Q: I raised the density cutoff of zinc sulphide step by step and left everything else alone. I had pictured each result sliding towards its final value. Does it?

Quantum ESPRESSO 7.5, PBE with SSSP 1.3 efficiency pseudopotentials, for ZnS (P6_3mc, fixed 4-atom cell). Orbital cutoff 55 Ry, 8×8×5 k mesh, cold smearing of 0.1 eV, no spin polarisation. The sweep value is the density cutoff in Ry; free energies and forces are compared with the 880 Ry run, and the force miss is the largest component of the difference.

```
sweep value  energy less tightest (meV/atom)  pressure (GPa)  gap (eV)  force miss (eV/Å)  scf iterations
        220                           -0.010         2.36270   2.24350              0.001              10
        275                           -0.020         2.36180   2.24340              0.000              10
        330                           -0.060         2.35840   2.24350              0.000              10
        385                            0.000         2.36070   2.24340              0.000              10
        440                           -0.040         2.36080   2.24340              0.000              10
        550                            0.000         2.35980   2.24340              0.000              10
        660                            0.000         2.35970   2.24340              0.000              10
        880                            0.000         2.36000   2.24330              0.000              10
```

A: Look first at how little there is to slide. The sweep value is the density cutoff in Ry, and the energies are counted from the run at 880 Ry. Between the loosest and the tightest run the energy changes by 0.01 meV per atom, which is one unit of the last digit that carries meaning. The pressure changes by 2.7 MPa on a total of 2.36 GPa, about one part in a thousand.

Q: Why is the lowest cutoff already so good?

A: Because it already holds nearly everything that the density contains. The density is built from products of two orbitals. If the orbitals contain waves up to a wave number G, their products contain waves up to 2G, and since energy goes as the square of the wave number, the density needs four times the orbital cutoff. The orbital cutoff here is 55 Ry, and four times that is 220 Ry, the first row.

Q: Then why would anyone go higher?

A: Because these are ultrasoft potentials. Their orbitals are made artificially smooth near the nuclei, and the charge lost in this way is put back as a separate, sharper piece, the augmentation charge. That piece isn't bound by the factor of four: it needs a high enough density cutoff, however low the orbital cutoff is. Here 220 Ry evidently covers most of it, but four times a much lower orbital cutoff might not. Zinc has 20 valence electrons in this potential, including the compact 3d shell, so there is sharp charge to describe. The augmentation charge is itself smoothed, however, so its short waves should die away quickly as the cutoff rises.

Q: That sounds like a smooth decay. Can I write it down?

A: For the pressure, try a constant plus a fading term:

P(E) − P(880) = c + A exp[−(E − 220)/s]

Here P is the pressure, E is the density cutoff in Ry, and c, A and s are fitted to all eight rows. The fit gives c = −0.05 MPa, A = 2.87 MPa and s = 50 Ry. Work out the row at 330 Ry and compare it with the table.

Q: The exponent is −110/50 = −2.2, and exp(−2.2) is 0.11. Times 2.87 MPa that makes 0.32 MPa, and with the constant 0.27 MPa. So the pressure should lie slightly above its final value. But the table has 2.3584 GPa against 2.3600 GPa, which is 1.6 MPa below it.

A: That is the first break. The pressure falls past its final value and comes back in the next row, which no one-way decay can do. The miss is 1.9 MPa, about twice the largest miss among the other rows, even though this row was in the fit and pulled the curve towards itself.

Q: How far should I trust the curve?

A: As a ruler, not as a law. Its height hangs almost entirely on the first row, and when rows are left out in turn, it predicts them much worse than a flat line does. So the table doesn't establish an exponential approach. The break remains with other rulers, though its size varies somewhat: the row at 330 Ry lies 2.1 MPa below a flat line and nearly 3 MPa below the mean of its two neighbours. Against the flat line the first row is just as far off, on the high side. The printed output after this exchange has the details of both fits.

Q: Is 330 Ry simply a bad run?

A: It is the same insulating state in the same cell as the others, and it converged in the same number of iterations. Its energy is off as well, 0.06 meV per atom below the final value. It also has company. Follow the energy from 385 to 440 Ry.

Q: At 385 Ry it has reached the final value. At 440 Ry it is 0.04 meV per atom lower, and at 550 Ry it is back again. So a tighter setting gave a poorer energy?

A: Yes, and that is the second break. It needs no fitted curve, because a steady approach doesn't arrive and then leave. The pressure has no such dip at 440 Ry: it stays within about 0.1 MPa of the row before and drops by 1.0 MPa only at 550 Ry. The gap rises by 0.07 meV, which the rounding in the table hides.

Q: I thought that a better basis could only lower the energy.

A: That holds for the orbital cutoff, as long as the density cutoff stays fixed. Raising it gives the orbitals more freedom, and the lowest energy within a larger space can't be higher. The density cutoff gives the orbitals no new freedom. It changes how accurately the energy of given orbitals is evaluated, and an error of evaluation can have either sign. A lower energy in this table is therefore not better just because it is lower.

Q: But why should the error jump about instead of shrinking steadily?

A: A likely reason is the grid of points in real space. The exchange-correlation energy depends on the density in a non-linear way, so it is summed point by point. To carry the shortest wave, the grid needs two points per wavelength. Along a cell edge of length a, that makes

N = a √E / π

with a in bohr and E in Ry, because √E is then the largest wave number. Try it for 330 Ry; the short edge is 3.811 Å, or 7.20 bohr.

Q: The root of 330 is 18.2. Times 7.20 and divided by π, I get about 42 points.

A: That need grows smoothly with the cutoff, but the grid itself can't. The number of points must be whole, and fast Fourier transforms prefer numbers built from small factors. If only 2, 3 and 5 are allowed, the next choice above 42 is 45. So the grid stands still over one stretch of cutoffs and then jumps. By this rule the row at 385 Ry also gets 45 points along the short edge, but the long edge has jumps of its own, and there the two rows differ. With each jump the points fall differently on the sharp charge around the nuclei, and the sum comes out slightly too high or too low.

Q: Does the table prove that?

A: No. It shows breaks that come and go, which is how a grid error behaves. But cutting off the augmentation charge could do the same, because its short waves can carry either sign. You could tell the two apart by keeping the cutoff at 330 Ry and sliding all atoms together by half a grid spacing, along one edge after another. The true energy of a crystal can't depend on where the origin lies. If the computed energy moves by a few hundredths of a meV per atom, the grid is at fault. If it stays put, suspect the cut-off waves, whose loss doesn't depend on the origin.

Q: Couldn't the iterations just have stopped a little early?

A: Not for the energy. The iterations stop at an estimated error of about 3 × 10⁻⁶ meV per atom, and the break at 330 Ry is 0.06 meV per atom, some twenty thousand times larger. For the pressure and the gap I would be less strict. A small leftover error in the density enters the energy only as its square, but it enters those two directly. Repeating the run at 330 Ry with a stricter stopping threshold would show whether part of its pressure break comes from there.

Q: And why does the energy dip at 440 Ry when the pressure doesn't?

A: The two needn't go together, whatever the cause. The pressure tells how the energy changes when the cell is strained, so an error that stays nearly the same under strain shifts the energy and leaves the pressure alone. The practical point is that agreement in one quantity doesn't vouch for another.

Q: I run these calculations to get numbers for a process model. Do I need to care?

A: Not about the size. The largest energy deviation is 17 times smaller than a tolerance of 1 meV per atom, and the largest pressure deviation is 37 times smaller than 0.1 GPa. For such tolerances 220 Ry is enough here. What you should care about is how you judge convergence. The row at 385 Ry matches the final energy, yet the next row misses it by 0.04 meV per atom. Take the scatter over several rows as the error, not the distance of one lucky row.

Q: Would the same thing show up if I changed the cell instead of the cutoff?

A: It should, and the formula tells you why: N contains the product of a and √E. Stretching the cell at a fixed cutoff moves the needed number of points just as raising the cutoff does, so the grid will jump at certain volumes. If an energy–volume curve shows a tiny step, compare the grids and the numbers of plane waves on either side before you look for physics in it. Both change in jumps.

Q: So my gap of 2.243 eV is good to a tenth of a meV?

A: Roughly, and only with respect to this one setting. The orbital cutoff and the k mesh were held fixed, so their errors are the same in every row and can't be seen here. The functional matters far more: PBE typically makes the gaps of semiconductors too small, and for zinc sulphide the shortfall is expected to be far larger than any change in this table. A steady digit tells you that the density cutoff has done its work, not that the digit is right.

Printed output of the fit:

```
fit of dP on 8 rows: constant -0.04956 +/- 0.43, coefficient of exp(-(cut - 220) / s) 2.873 +/- 1.1, s 50.08; rms 0.827, worst 330 1.87, leave-one-out rms 9.07
fit of dP on 8 rows: constant 0.4875 +/- 0.47; rms 1.25, worst 220 -2.21, leave-one-out rms 1.43
Sweep counted from the tightest row:
  row  density cutoff over wave cutoff  pressure MPa  smooth model MPa  gap meV  least grid points along a
  220                                4           2.7             2.823    0.122                         34
  275                                5           1.8            0.9084    0.041                      38.01
  330                                6          -1.6            0.2699    0.142                      41.64
  385                                7           0.7           0.05697    0.029                      44.98
  440                                8           0.8          -0.01403    0.098                      48.09
  550                               10          -0.2          -0.04561     0.02                      53.76
  660                               12          -0.3          -0.04912    0.007                      58.89
  880                               16             0          -0.04955        0                         68
Pressure at 330 Ry less mean of its two neighbours, MPa: -2.85
Pressure at 330 Ry less smooth decay, MPa: -1.87
Pressure at 330 Ry less flat line, MPa: -2.087
Largest miss of smooth decay in the other rows, MPa: 0.8916
Energy change from 385 to 440 Ry, meV/atom: -0.04
Gap change from 385 to 440 Ry, meV: 0.069
Full spread of pressure, MPa: 4.3
Full spread of gap, meV: 0.142
Self-consistency threshold, meV/atom: 2.721e-06
Largest energy deviation over that threshold: 22050
Bound of 1 meV/atom over largest energy deviation: 16.67
Bound of 0.1 GPa over largest pressure deviation: 37.04
```
